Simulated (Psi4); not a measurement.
## How methods differ on SnH2S2 (SMILES [SH][Sn][SH])

SnH2S2: 5 atoms, total charge 0, spin state singlet. SMILES: `[SH][Sn][SH]`. The shape was relaxed beforehand at PBE0/def2-TZVP. This is one conformer, not always the lowest.

```xyz
5

S    -1.6815   -0.0956   -0.8161
Sn   -0.3667    1.6434    0.2763
S     1.6461    0.3844    0.8332
H    -0.7964   -1.0990   -0.7042
H     1.2729   -0.8013    0.3258
```

Each level gives the dipole moment (D). The values are calculated.

```
                                                 level                    kind  program  value (D)  CPU time
   PBE-D4/def2-TZVPP (density fitting, core potential)                     GGA     Psi4       0.58      51 s
r2SCAN-D4/def2-TZVPP (density fitting, core potential)                meta-GGA     Psi4       0.54   2.6 min
 B3LYP-D4/def2-TZVPP (density fitting, core potential)           global hybrid     Psi4       0.76      49 s
  PBE0-D4/def2-TZVPP (density fitting, core potential)           global hybrid     Psi4       0.68      46 s
  wB97M-V/def2-TZVPP (density fitting, core potential)  range-separated hybrid     Psi4       0.83   2.8 min
```

The values span 0.54 to 0.83 D. Magnitudes only. Times are those of the runs behind each value, whatever else they computed, on shared processors of several kinds: orders of magnitude only.

All three hybrids give a larger dipole than the two semilocal functionals, with ωB97M-V highest at 0.83 D and r2SCAN lowest at 0.54 D. The order is not a simple function of exact exchange, since B3LYP lies above PBE0 despite its smaller fraction.

The modest dipole probably reflects cancellation. Tin(II) keeps a largely 5s lone pair on the side away from the sulfurs, and its moment opposes that of the polar Sn–S bonds. In this conformer both S–H bonds point away from tin, so their moments also work against the Sn–S contribution. Sulfur lone-pair donation into the empty tin 5p orbital further tempers the charge separation. A small net moment of this kind is sensitive to slight shifts in density, and exact exchange may alter the balance by changing how far the sulfur lone pairs delocalise onto tin.

The spread therefore doesn't imply equally large relative differences in the individual bond polarities, and without a reference value it cannot show which functional is most accurate.
